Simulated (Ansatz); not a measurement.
La3Si3Ni: Si interstitial

Level of theory: PBEsol, no spin polarisation, scalar-relativistic; Ansatz, plane waves to 420 eV (PAW set soft_2), k-mesh 4×3×4.

The relaxed host crystal (no gap at this level of theory):

```yaml
crystal:
  lattice:
    - [-2.01984, 2.16487, 9.02487]
    - [2.01984, -2.16487, 9.02487]
    - [2.01984, 2.16487, -9.02487]
  atoms:
    - { symbol: La, position: [0.81347, 0.31347, 0.50000] }
    - { symbol: La, position: [0.18086, 0.68086, 0.50000] }
    - { symbol: La, position: [0.00047, 0.00047, 0.00000] }
    - { symbol: Ni, position: [0.56796, 0.56796, 0.00000] }
    - { symbol: Si, position: [0.63109, 0.13109, 0.50000] }
    - { symbol: Si, position: [0.36347, 0.86347, 0.50000] }
    - { symbol: Si, position: [0.44268, 0.44268, 0.00000] }
```

Supercell of 21 atoms, rows of the matrix [[1,1,2],[-1,2,1],[0,0,1]] times the cell vectors; Si interstitial at (0.250, 0.250, 0.000) in fractions of the cell above. Atoms are relaxed at the host's cell, from a start shaken by 0.05 Å near the defect.

Nearest atoms to the added Si: relaxed Si 2.34 Å, Si 2.35 Å, La 2.67 Å, La 2.67 Å, La 2.98 Å, La 2.98 Å.

The largest move of an atom from its ideal place is 0.9 Å, so the cell rearranged and didn't merely relax.

| charge | gap of the cell on the mesh (eV) |
| --- | --- |
| 0 | 0.00 |

Formation energy of the neutral defect: 0.96 eV, taking atoms from and to the elements' standard states (no corrections for gases), so it belongs to those chemical potentials alone.

Caveats: a metal with Cr, Mn, Fe, Co or Ni was run without spin, and may be magnetic; small supercell, so energies and levels can be off by tenths of an eV; one random start near the defect, so other minima are possible.

The added silicon is accommodated by forming bonds as well as by displacing its neighbours. Its contacts of 2.34 and 2.35 Å to other silicon atoms match the single bond in elemental silicon, whereas the La contacts at 2.67 Å are well short of usual La–Si distances. The unrelaxed site is more crowded still by lanthanum, so the rearrangement probably relieves La–Si repulsion while drawing silicon into covalent contact. Electropositive lanthanum can supply charge to such Si–Si units, as is common in polar silicides, but short La contacts remain as a sign of residual strain.

The cost of 0.96 eV suggests that the new bonds don't fully repay this strain and the loss of bonding in elemental silicon. Because that reference is the silicon-rich limit, equilibrium with a silicon-poorer phase would only raise the cost of this configuration. With no gap in the host, metallic screening leaves no localised charge-transition levels to assign. Whether excess silicon would rather occupy a lanthanum or nickel site remains open.
